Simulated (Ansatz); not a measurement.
# A series in volume scale on TiClO

All results are calculated (Ansatz 0.2.0). Free energy against uniform scaling of the volume at fixed shape and fractions; periodic cell, basis, potentials, k mesh and filling as listed.

The cell before it is scaled or strained (space group Pmmn, No. 59):
```
cell vectors (Å)
   3.3800     0.0000     0.0000
   0.0000     3.7900     0.0000
   0.0000     0.0000     8.0300
atoms (fractions of the cell vectors)
Ti  0.00000  0.50000  0.12200
Ti  0.50000  0.00000  0.87800
Cl  0.50000  0.50000  0.32000
Cl  0.00000  0.00000  0.68000
O   0.50000  0.50000  0.93500
O   0.00000  0.00000  0.06500
```

Settings of every row: functional PBEsol; dispersion none; potentials PAW; wave cutoff 500 eV; density cutoff 2000 eV; k mesh 8x7x4; k shift 0x0x0; occupations fermi dirac; smearing width 0.1 eV; spin none.

Limits: a layered crystal: even scaling strains the bonds within the layers, so this curve is stiffer than the crystal under pressure; coarse k mesh, up to 40 meV an atom off.

| row | volume scale | V (Å³/atom) | pressure (GPa) | energy above lowest point (meV/atom) |
| --- | --- | --- | --- | --- |
| 1 | 0.94 | 16.116 | 5.81 | 13.2 |
| 2 | 0.96 | 16.459 | 3.04 | 3.8 |
| 3 | 0.98 | 16.801 | 0.56 | 0 |
| 4 | 1 | 17.144 | -1.67 | 1.2 |
| 5 | 1.02 | 17.487 | ? | ? |
| 6 | 1.04 | 17.83 | -5.47 | 16.8 |
| 7 | 1.06 | 18.173 | -7.08 | 30.3 |

Question: what pressure and energy above lowest point should row 5 give?

Worked fit of pressure. Take u = (V_r/V)^(2/3) − 1 with V_r = 16.972 Å³ an atom, which is twice the finite (Eulerian) strain; such expansions in the strain, on which the Birch-Murnaghan equation of state is built, carry the rest volume and the bulk modulus. The shown rows have u = 0.0351, 0.02067, 0.00677, -0.0067, -0.03234, -0.04456. Least squares give pressure = −0.582 + 165.61 × u + 458.3 × u² + 325 × u³ GPa; a parabola predicts inner rows, each left out in turn, worse (root mean square 0.0063 against 0.0014 GPa). All shown rows lie on it to the printed digit. The pressure vanishes at u = 0.0035, or V = 16.88 Å³ an atom, and there the bulk modulus at fixed shape and fractions is B = −V dP/dV = (2/3)(1 + u) dP/du = 113 GPa. Letting shape and atoms relax would as a rule lower it, by much in layered, chain or molecular crystals. The withheld row has u = -0.01973, so the fit gives −0.582 + 165.61 × (-0.01973) + 458.3 × (-0.01973)² + 325 × (-0.01973)³ = -3.67 GPa.

The calculation gave -3.67 GPa. The fit meets it to the printed digit.

Worked fit of energy above lowest point. Take u = (V_r/V)^(2/3) − 1 with V_r = 16.972 Å³ an atom, which is twice the finite (Eulerian) strain; such expansions in the strain, on which the Birch-Murnaghan equation of state is built, carry the rest volume and the bulk modulus. The shown rows have u = 0.0351, 0.02067, 0.00677, -0.0067, -0.03234, -0.04456. Least squares give energy above lowest point = 0.01 − 89.7 × u + 13255 × u² meV/atom; a straight line predicts inner rows, each left out in turn, worse (root mean square 8.2 against 0.027 meV/atom). All shown rows lie on it to the printed digit. Its lowest point lies at u = 0.0034, or V = 16.89 Å³ an atom, and the curvature there gives the bulk modulus at fixed shape and fractions, B = (4/9)(1 + u)² E″(u)/V = 113 GPa. Letting shape and atoms relax would as a rule lower it, by much in layered, chain or molecular crystals. The withheld row has u = -0.01973, so the fit gives 0.01 − 89.7 × (-0.01973) + 13255 × (-0.01973)² = 6.9 meV/atom.

The calculation gave 7 meV/atom. The fit lies 0.1 meV/atom (0.33 % of the column's range) below it, one unit of the last digit.
